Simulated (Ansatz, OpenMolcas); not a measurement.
# How methods differ on BH2 (boron dihydride)

BH2, doublet, SMILES `[BH2]`. Each level relaxes the structure for itself.

Quantity: the zero-point energy at each level's own minimum, in kJ/mol. The values are calculated.

```json
{"level": "UHF/3-21G", "kind": "Hartree–Fock", "program": "OpenMolcas", "value (kJ/mol)": "39.9"}
{"level": "UHF/6-31G* (Cartesian functions)", "kind": "Hartree–Fock", "program": "OpenMolcas", "value (kJ/mol)": "40.2"}
{"level": "UHF/cc-pVTZ", "kind": "Hartree–Fock", "program": "OpenMolcas", "value (kJ/mol)": "39.4"}
{"level": "UB3LYP/6-31G* (Cartesian functions)", "kind": "global hybrid", "program": "OpenMolcas", "value (kJ/mol)": "?"}
{"level": "UPBE0/def2-SVP", "kind": "global hybrid", "program": "OpenMolcas", "value (kJ/mol)": "37.8"}
{"level": "UPBE0-D4/def2-TZVP", "kind": "global hybrid", "program": "Ansatz", "value (kJ/mol)": "37.8"}
```

Q: Estimate what the levels marked ? give.

A: As computed at these levels: UB3LYP/6-31G* (Cartesian functions): 38.3 kJ/mol. Harmonic and unscaled. The values span 37.8 to 40.2 kJ/mol.

The Hartree–Fock zero-point energies all lie above the hybrid-functional ones, and the choice of electronic-structure method matters more here than the basis set. The cleanest comparison is in 6-31G*, where the value falls from 40.2 kJ/mol with UHF to 38.3 kJ/mol with UB3LYP. Hartree–Fock omits the electron correlation that lets the B–H bonding pairs mix in antibonding character, so its potential wells are typically too steep and its vibrational frequencies too high. In a light dihydride the two B–H stretches supply most of the zero-point energy, so they probably carry most of the difference, with the softer bend contributing less.

Within Hartree–Fock the values do not change steadily as the basis grows, whereas the two PBE0 results coincide at 37.8 kJ/mol. Dispersion should hardly matter in so small a molecule, which suggests little net basis sensitivity for that functional. Because only totals are given, compensating shifts between the stretches and the bend cannot be excluded.
